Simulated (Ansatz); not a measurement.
# Rigid separation of a graphene monolayer from a graphene bilayer at 7.34° twist: interface binding energy with PBEsol

A layered stack near rest is usually treated as a spring: a small push should cost as much as an equally small pull. We test this on a twisted graphene monolayer over a bilayer by moving the monolayer rigidly along the normal. The binding energy is measured against the two frozen parts alone, per area of interface, and negative values mean bound.

The −0.3 Å row doesn't fit. Relative to the unshifted cell, the pull of 0.3 Å costs −14.571 + 15.097 = 0.526 mJ/m², while the push of 0.3 Å costs 10.085 + 15.097 = 25.182 mJ/m². The push also makes this the only row that is unbound.

## Method

One cell of 366 atoms with an interface area of 319.7 Å². Start: graphene (a = 2.46 Å) under graphene (a = 2.46 Å), monolayer on bilayer, commensurate cell of 61 unit cells a layer, twist 7.34 deg; facing atoms 3.32, 3.37 Å apart; 14 Å of vacuum; minimised with a classical potential. The free atoms were then eased in DFT by a short relaxation. The upper part (region layer 3, 122 atoms) is moved as a rigid block and each geometry is a single point. The cell is held, so the vacuum over the upper part shrinks as it moves out. Ansatz 0.2.0: Kohn-Sham DFT with PBEsol, PAW potentials, plane waves to 420 eV, k-points 3×3×1, Gaussian smearing of 0.05 eV, no spin polarisation, no spin-orbit coupling.

Notes on method and selection:

- The functional has no dispersion term, which matters between molecules and layers.
- Cells built by rule (random alloys, stacks, cuts and interfaces) are models; they needn't be known phases.
- Nothing relaxes after the shift, so the curve is stiffer than that of a real separation.
- Plane waves have no basis-set superposition error.
- Too few of these runs have a clean gap for a gap column: frontier levels are partly filled, the cells are metallic on their meshes, or the meshes miss the band edges.
- Runs that did not converge, have known faults or may not be shown are not listed, and runs on Ansatz's PAW sets soft_1 and soft_2 are kept to separate tables.

Columns:

- shift (Å): rigid shift of the upper part along the surface normal, positive away from the lower part.
- binding energy (mJ/m²): free energy of the cell less those of the lower and upper parts alone (each frozen in its geometry, in the same cell), over the area of the interface; negative is bound.

## The series

| member | shift (Å) | binding energy (mJ/m²) |
| --- | --- | --- |
| −0.3 Å | −0.3 | 10.085 |
| unshifted | 0.0 | −15.097 |
| +0.3 Å | 0.3 | −14.571 |
| +0.8 Å | 0.8 | −7.653 |
| +1.6 Å | 1.6 | −2.604 |
| +3 Å | 3.0 | −0.291 |

## Interpretation

From the unshifted cell outwards the binding weakens at every row, from −15.097 to −0.291 mJ/m². PBEsol has no dispersion term, so the attraction it gives between neutral sheets comes from the overlap of their density tails, and it dies away with that overlap. Between +1.6 and +3 Å the binding falls by a factor of 2.604 / 0.291 = 8.9. The DFT relaxation opened the gap under the monolayer by roughly as much as the 0.3 Å push, so it is the −0.3 Å row, not the unshifted cell, that stands near the starting gap of about 3.4 Å. Dispersion between two sheets, taken as falling with the fourth power of their distance, would drop by a factor of less than $((3.4 + 3.0)/(3.4 + 1.6))^4 = 2.7$, since the ratio shrinks when the wider relaxed gap takes the place of 3.4 Å.

Against this attraction stands the Pauli repulsion of the filled $\pi$ states, which has a shorter range. The simplest form with both terms is

$$E(x) = A\,e^{-2\kappa x} - B\,e^{-\kappa x},$$

where $x$ is the shift. The unshifted, +0.3 and +0.8 Å rows set $A$ = 24 mJ/m², $B$ = 39 mJ/m² and $\kappa$ = 1.9 Å⁻¹.

With these rounded constants, at −0.3 Å the repulsion grows to 75 and the attraction to 69 mJ/m², so the row should have given 75 − 69 = +6 mJ/m². A symmetric spring would have given −14.571 mJ/m². The formula therefore gets the change of sign right and falls 4 mJ/m² short of the computed 10.085; constants that pass exactly through the three rows fall somewhat further short. Over the three rows not used to set the constants the mean miss of the rounded formula is 1.7 mJ/m², while the six rows lie on average about 7.4 mJ/m² from their own mean.

## Where the trend breaks

The two outermost rows are bound more strongly than the formula says: −2.604 against −1.8 mJ/m² at +1.6 Å, and −0.291 against −0.1 mJ/m² at +3 Å. A likely reason is that one decay length has to serve both terms, and the rows that set it lie where repulsion still counts. The +3 Å value amounts to only about 0.006 eV for the whole cell, so we read it as nearly separated, and the factor of 8.9 above is only rough.

## What could be wrong

Two things need explaining at −0.3 Å: the lopsided cost of push and pull, and the 4 mJ/m² or more by which the row exceeds the formula.

**Physical suspects.** The short relaxation may have left the monolayer slightly too close. The formula gives an outward push of 1.9 × (2 × 24 − 39) = 17 mJ/m² per Å in the unshifted cell, which adds about 17 × 0.3 = 5 mJ/m² to the cost of pushing in and takes as much off the cost of pulling out. The rest of the asymmetry would come from the steep growth of the repulsion. A wall steeper than $e^{-2\kappa x}$ would also supply the missing 4 mJ/m², with the right sign. The atomic forces are clearly larger in this row than in the others, but any repulsion would do that, so they don't by themselves show a steeper wall.

**Numerical suspects.** An error in the energies of the separate parts would move all rows equally. Attraction across the vacuum should be well below the 0.291 mJ/m² found at +3 Å, where the facing layers are much closer. The real-space grid is an unlikely source too. As 1 mJ/m² over this interface is about 0.02 eV per cell, the excess over the rounded formula is 0.08 eV, or 0.7 meV per moved atom. The +3 Å shift puts the monolayer at nearly the same place between grid planes as the −0.3 Å shift, yet that whole row lies only about 0.006 eV from the separate parts. The exchange-correlation potential was flagged as rough in thin density for the unshifted cell and for both parts alone, but only the runs that wrote out the potential carry this flag, so its absence from the −0.3 Å row says nothing. All the runs here use the PAW set soft_2, and the table can't show how far the curve depends on that choice.

**Checks, cheapest first.**

1. Sum the normal forces on the monolayer in the unshifted cell, which needs no new run. A sum near 17 mJ/m² per Å outwards supports the residual push; a sum near zero leaves the asymmetry to the wall.
2. Move the monolayer alone by −0.3 Å in the same cell, a single point with 122 atoms. An unchanged energy, which the +3 Å row leads us to expect, points to a steeper wall; a rise of 0.08 eV or more would put the excess down to the grid after all.
3. At −0.3 Å, free the middle layer with the outer two held. If both gaps are equally stiff springs, they share the squeeze and the cost of 25 mJ/m² falls by about half; a small drop means that the lower gap is much the stiffer.

We expect the wall to be the main cause.

## Rules of thumb and their limits

For these frozen layers in PBEsol, a spring centred on the unshifted cell already fails at shifts of 0.3 Å. That cell stands close to PBEsol's own rest gap, which is wider than the starting one; near the starting gap of about 3.4 Å the monolayer is already unbound. Dispersion would draw the layers closer, so the costs of push and pull found here don't carry over to a real stack. Short-range repulsion against a longer-ranged attraction describes the rows from −0.3 to +3 Å in sign and order, with its largest miss on the compressed side.

The missing dispersion outweighs everything in the table. It would make the binding near contact more negative by far more than the 25.182 mJ/m² between the highest and lowest rows, and it would give the attraction a longer tail. The computed 15 mJ/m² should therefore not be used as an adhesion energy in device or peeling estimates.
